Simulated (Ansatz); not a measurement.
**How methods differ on [InH4]− (SMILES [H][In-]([H])([H])[H])**

The species is [InH4]− (5 atoms), meant as a singlet with charge -1. SMILES: `[H][In-]([H])([H])[H]`. Geometry: a GFN2-xTB relaxation, a rough one for these elements and not checked as a minimum.

```
atom    x (Å)    y (Å)    z (Å)
  In   0.0000   0.0000   0.0000
   H   0.5606  -0.0313   1.2846
   H   1.4005  -0.0174   0.0626
   H  -0.9720   0.7656  -0.6592
   H  -0.9891  -0.7169  -0.6880
```

Quantity: the energy change with the In1–H5 bond stretched from 1.402 to 2.103 Å, in eV. The values are calculated.

| level | kind | program | value (eV) | less FCI/STO-3G |
| --- | --- | --- | --- | --- |
| SVWN5/STO-3G (restricted) | LDA | Ansatz | 0.65 | +0.76 |
| r2SCAN/STO-3G (restricted) | meta-GGA | Ansatz | 0.34 | +0.45 |
| PBE0/STO-3G (restricted) | global hybrid | Ansatz | 0.34 | +0.45 |
| wB97M-V/STO-3G (restricted) | range-separated hybrid | Ansatz | 0.38 | +0.49 |
| CCSD(T)/STO-3G (restricted) | coupled cluster or CI | Ansatz | -0.11 | 0.00 |
| CCSD/STO-3G (restricted) | coupled cluster or CI | Ansatz | -0.11 | 0.00 |
| CCSDT/STO-3G (restricted) | coupled cluster or CI | Ansatz | -0.11 | 0.00 |
| FCI/STO-3G | exact in the basis | Ansatz | -0.11 | 0.00 |

FCI/STO-3G is exact within its basis and frozen core, so for wave-function methods in that basis the difference is their error; functionals converge differently with the basis, so for them it is only a difference. All-electron rows without a relativistic Hamiltonian named are non-relativistic. Sets without diffuse functions describe the anion poorly. The first shape isn't each level's own minimum. The values span -0.11 to 0.65 eV. All rows use very small basis sets, so none should be taken for the real molecule's value. In the correlated wave-function rows the outer d shell of In is correlated, in sets not made for it.

The small energy changes, negative in the coupled-cluster and FCI rows, do not indicate a weak In–H bond. At 1.402 Å the starting bond is much too short for a indium(III) hydride, and the hydrogens sit in two close pairs instead of the tetrahedral arrangement expected for four equivalent σ bonds. The semiempirical relaxation is the likely cause. Stretching therefore first relieves Pauli repulsion with the indium core and the neighbouring hydrogen, which offsets much of the cost of weakening the bond. The energy probably passes through a minimum between the two endpoints.

CCSD already matches FCI to the printed precision, so excitations beyond doubles add nothing visible to this difference, and the stretch is no severe test of multireference character. All four functionals instead place the stretched structure higher, SVWN5 most strongly, perhaps because they balance core–bond repulsion and correlation differently in so small a basis. The agreement of r2SCAN with PBE0 gives no sign that exact exchange controls the result. Neither a dissociation energy nor a stretching force constant can be inferred from these two points.
